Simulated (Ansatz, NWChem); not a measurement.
# CH6Si (methylsilane): methods side by side

The species is CH6Si (8 atoms), meant as a singlet with charge 0. As SMILES, `C[SiH3]`. Geometry: relaxed at PBE0-D4/def2-TZVP. The run starts from this shape.

Each level gives the adiabatic ionisation energy (to the doublet cation, no zero-point term) (eV). The values are calculated.

```json
{"level": "HF/6-31G* (spherical functions)", "kind": "Hartree–Fock", "program": "NWChem", "value (eV)": "9.34"}
{"level": "HF/6-31G* (Cartesian functions)", "kind": "Hartree–Fock", "program": "Ansatz", "value (eV)": "9.34"}
{"level": "B3LYP/6-31G* (Cartesian functions)", "kind": "global hybrid", "program": "Ansatz", "value (eV)": "10.40"}
{"level": "MP2/6-31G* (Cartesian functions)", "kind": "perturbation theory", "program": "Ansatz", "value (eV)": "10.19"}
```

The values span 9.34 to 10.40 eV.

Hartree–Fock places the ionisation energy of methylsilane at 9.34 eV, well below B3LYP at 10.40 eV and MP2 at 10.19 eV. The main reason is electron correlation: the neutral molecule has one more valence electron pair than the cation, so a mean-field treatment that omits correlation under-stabilises the neutral more and makes ionisation too easy. The identical Hartree–Fock results with spherical and Cartesian functions show that the extra s-like component of the Cartesian d shell has no visible effect on this energy difference.

With no lone pair or π system available, the electron must come from the σ framework, where Si–C and Si–H bonding character lie close in energy. Removing it weakens bonding, so structural relaxation of the cation should contribute appreciably to the adiabatic value. MP2 would probably rise with a larger basis, since 6-31G* recovers only part of the pair correlation, so its position below B3LYP need not persist. The energies alone do not establish whether all methods reach the same cation structure.
